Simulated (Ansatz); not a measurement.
# Nb: pressure against volume scale

Results calculated with Ansatz 0.2.0, not measured. Periodic Kohn-Sham DFT of a crystal at fixed atoms, scaled to volume_scale times the given cell; pressure positive in compression, energy less spherical unpolarised free atoms, largest_vzz the field gradient of largest size among the nuclei.

The cell before it is scaled or strained (space group Fm-3m, No. 225):
```
CELL_PARAMETERS angstrom
0.00000 2.11500 2.11500
2.11500 0.00000 2.11500
2.11500 2.11500 0.00000
ATOMIC_POSITIONS crystal
Nb 0.00000 0.00000 0.00000
```

Settings of every row: method all-electron PAW; functional LDA; relativity scalar; k mesh 13x13x13; filling fermi-dirac; smearing width 0.03 eV; nucleus gaussian.

Atom start moment: 0 on all atoms.

| row | volume scale | V (Å³/atom) | pressure (GPa) |
| --- | --- | --- | --- |
| 1 | 0.94 | 17.786 | -0.13 |
| 2 | 0.96 | 18.165 | -3.837 |
| 3 | 0.98 | 18.543 | -7.236 |
| 4 | 0.99 | 18.733 | -8.819 |
| 5 | 1 | 18.922 | ? |
| 6 | 1.01 | 19.111 | -11.749 |
| 7 | 1.02 | 19.3 | -13.1 |
| 8 | 1.04 | 19.679 | -15.591 |
| 9 | 1.06 | 20.057 | -17.83 |

Question: what pressure should row 5 give?

Worked fit of pressure. Take u = (V_r/V)^(2/3) − 1 with V_r = 18.922 Å³ an atom, which is twice the finite (Eulerian) strain; such expansions in the strain, on which the Birch-Murnaghan equation of state is built, carry the rest volume and the bulk modulus. The shown rows have u = 0.04214, 0.02759, 0.01358, 0.00671, -0.0066, -0.0131, -0.02581, -0.03809. Least squares give pressure = −10.3179 + 219.78 × u + 561.26 × u² − 895 × u³ GPa; a parabola predicts inner rows, each left out in turn, worse (root mean square 0.017 against 0.01 GPa). The rows lie off it by -0.003, 0.009, -0.004, -0.001, -0.005, -0.001, 0.010, -0.004 (root mean square 0.0056 GPa). The withheld row has u = 0, so the fit gives −10.3179 + 219.78 × (0) + 561.26 × (0)² − 895 × (0)³ = -10.318 GPa.

The calculation gave -10.323 GPa. The fit lies 0.005 GPa (0.028 % of the column's range) above it; its largest miss of a shown row is 0.010 GPa.
